In CoW₃ each Co atom has eight W atoms as nearest neighbours, at 2.66 Å. The nearest other Co atom is much farther away, at 4.34 Å. The calculation below takes this structure as given, without testing whether it is stable, and varies only its magnetism.

CoW3 (D0_3 type, Fm-3m, a = 6.144 Å) at fixed atoms, computed with Ansatz 0.2.0: plane-wave PAW, PBEsol, scalar-relativistic, collinear spin except in the non-magnetic run. Cutoff 420 eV, k mesh 12×12×12 (12×12×6 in doubled cells), Gaussian smearing 0.1 eV, energies extrapolated to zero smearing. Propagation vectors refer to the 4-atom cell; a half doubles it with reversed moments.

| start | propagation | final order | energy above lowest (meV/atom) | largest site moment (μB) |
| --- | --- | --- | --- | --- |
| ferromagnetic | 0_0_0 | ferromagnetic | 0.0 | 1.12 |
| parallel large | 0_0_0 | ferromagnetic | 0.0 | 1.12 |
| parallel small | 0_0_0 | ferromagnetic | 0.0 | 1.12 |
| antiferromagnetic doubled | 0_0_1/2 | antiferromagnetic | 2.3 | 1.19 |
| antiferromagnetic doubled | 0_1/2_1/2 | antiferromagnetic | 2.6 | 1.12 |
| non-magnetic | 0_0_0 | non-magnetic | 19.6 | 0.00 |

"Energy above lowest" is counted per atom, and "largest site moment" is the moment of a Co atom. The propagation 0_0_1/2 means that the moments alternate from one (111) plane of Co atoms to the next. For 0_1/2_1/2 they alternate between (001) planes.

**(a) How many different magnetic states does the table hold, and what does each energy difference measure?**

*Solution.* There are four states, not six. The three parallel starts reach the same energy and the same Co moment, so they are one ferromagnet found three times. Within the range tried, the size of the parallel starting moments makes no difference.

The last row is of a different kind. Its zero moment is not an outcome, because spin polarisation was switched off in that run. Its energy therefore measures what the crystal loses when Co is denied a moment. The two antiferromagnetic rows measure something else, namely the price of turning half of the moments over while they remain in being.

Since only one atom in four is Co, the energies are easier to read per Co atom, that is, multiplied by four. Reversal then costs about 9 meV in the (111) pattern and 10 meV in the (001) pattern. Removing the moment costs 78 meV, roughly eight times as much.

**(b) Why is it so much dearer to remove the moments than to reverse half of them?**

*Solution.* The two changes act on different energies. A moment forms because electrons of like spin in the same 3d shell avoid one another and so, for orbitals of a given shape, repel less. Moving electrons from spin-down to spin-up states gains this exchange energy, but it also fills higher band states. The 78 meV is the net gain after that price has been paid.

The exchange side of this balance lies mainly inside each Co atom, while the band side also depends on how the 3d states mix with those of W. Nearly all of the ferromagnet's Co moment sits in the 3d shell: 1.09 μB when the electrons are shared out among atomic orbitals, a slightly different count from the one behind the table's 1.12 μB. The surrounding W atoms carry only about 0.1 μB each. The exchange field that holds a Co moment up thus comes mostly from the atom's own electrons. When a distant Co atom is turned over, that field survives.

The moments bear this out: they lie between 1.12 and 1.19 μB in every magnetic order of the table. Reversal therefore keeps most of the energy gained by forming the moments, and its cost reflects mainly the weak coupling between atoms. A weak coupling is expected, because 3d orbitals are compact and hardly overlap across 4.34 Å, though two orders give only its net effect, in which near and distant shells may partly cancel. It has to be passed on, most likely by the W states and the conduction electrons in between, a route that this calculation doesn't test separately.

The largest moment is not found in the lowest state. The (111) order has a Co moment 6 % larger than the ferromagnet and still lies higher. The energy depends on the filling of the bands and on the arrangement of the moments as well as on their size, so a larger moment is no sign of a more stable order. Why this particular order enlarges the moment can't be read from these numbers.

For practical work, the last row shows the price of leaving spin out: an energy too high by about 20 meV per atom at this level of theory. Nor is that row a model of the crystal when heat has disordered its moments, for the Co moments, which survive reversal here, are expected to persist there and point in different directions. Three reservations apply to the size of this energy difference. The non-magnetic crystal is under a tension of about 1.5 GPa and would shrink if it were allowed to. This is expected to lower its energy only slightly, because a stiff metal stores little energy at such a stress. Functionals of this kind can also overstate magnetism in metals with small moments. And PBEsol ran here on PAW datasets made for PBE.

**(c) Estimate the relative cost of the two antiferromagnetic orders by counting neighbours. How far can the estimate be trusted?**

*Solution.* The Co atoms alone form a face-centred cubic lattice, in which each has twelve nearest Co neighbours. Let a parallel pair of such neighbours have the energy −J and an antiparallel pair +J, and neglect all pairs farther apart. Reversing one pair then costs 2J. If z of the twelve neighbours are reversed, and each pair is shared by two atoms, the cost per Co atom is

(z/2) × 2J = zJ.

With alternating (111) planes, six neighbours lie in the atom's own plane and stay parallel, while three above and three below are reversed, so z = 6. With alternating (001) planes, four stay parallel and eight are reversed, so z = 8. The (111) order should therefore cost 6/8 = 0.75 times as much as the (001) order. No value of J is needed.

The table gives 0.88, or 0.86 from the unrounded energies. The count thus agrees with the table in making the two costs similar and the (111) order the cheaper one, but it makes them differ too much. Both orders lie above the ferromagnet, so J is positive: the net coupling favours parallel moments. That sign is a result of the calculation; counting neighbours doesn't supply it.

It is tempting to blame the mismatch on the next shell of Co atoms, since the (111) order reverses all six of them and the (001) order none. The data don't support so fine a reading. The table uses energies extrapolated to zero smearing; the free energies of the same runs, which include the smearing entropy, give a ratio of 0.66, on the other side of the estimate. The extrapolated energies are normally the better guide to zero temperature, but here the correction is large enough to reverse the sign of the second-shell coupling.

The ranking of the two antiferromagnets isn't settled either, although both kinds of energy put the (111) order lower. The extrapolation, which removes half of the entropy term, cuts their gap from 4.5 to under 1.5 meV per Co, a correction about twice what is left; removing the whole term would put the (001) order lower. No finer mesh or smaller smearing was tried, and spin–orbit coupling, strong in W, is missing. Letting the cell relax could also shift both costs. The (111) order is under shear stress in the fixed cubic cell and would gain some energy by distorting; how much the (001) order would gain isn't known. Both kinds of energy do agree that removing the moments costs far more than reversing half of them, and that the ferromagnet is the lowest of the orders tried.

The W atoms show where a picture of simple neighbour sums ends. In the (111) order a W atom next to Co has three Co neighbours of one spin and one of the other, so its small induced moment should fall to half. Instead it keeps 99 % of the size it has in the ferromagnet. Adding up the four nearest Co spins is therefore not enough. More distant Co atoms may contribute, or the response may not be proportional to the spins; these data don't tell which.

The printed output after this text lists the energies per Co atom and the ratios used here.

Output of the analysis:

```
Energy above the ferromagnet for each Co atom:
                        row  meV per Co  Co moment in muB
              ferromagnetic           0              1.12
             parallel large           0              1.12
             parallel small           0              1.12
  antiferromagnetic doubled         9.2              1.19
  antiferromagnetic doubled        10.4              1.12
               non-magnetic        78.4                 0
Cost of removing the moment over cost of the (111) order: 8.522
Cost of removing the moment over cost of the (001) order: 7.538
Co moment in the (111) order above that in the ferromagnet, percent: 6.25
Nearest Co-Co distance, angstrom: 4.344
Cost ratio (111) to (001) expected from reversed neighbours: 0.75
Cost ratio (111) to (001) from the table: 0.8846
Cost of one reversed Co-Co pair in the (111) order, meV: 3.067
Cost of one reversed Co-Co pair in the (001) order, meV: 2.6
Cost ratio (111) to (001) from unrounded zero-smearing energies: 0.8619
Cost of the (111) order in free energy, meV per Co: 8.75
Cost of the (001) order in free energy, meV per Co: 13.25
Cost ratio (111) to (001) from free energies: 0.6604
W moment in the (111) order over that in the ferromagnet: 0.9895
Same ratio expected from net spin of the four Co neighbours (3 against 1): 0.5
Co 3d electrons, spin up less spin down: 1.088
```
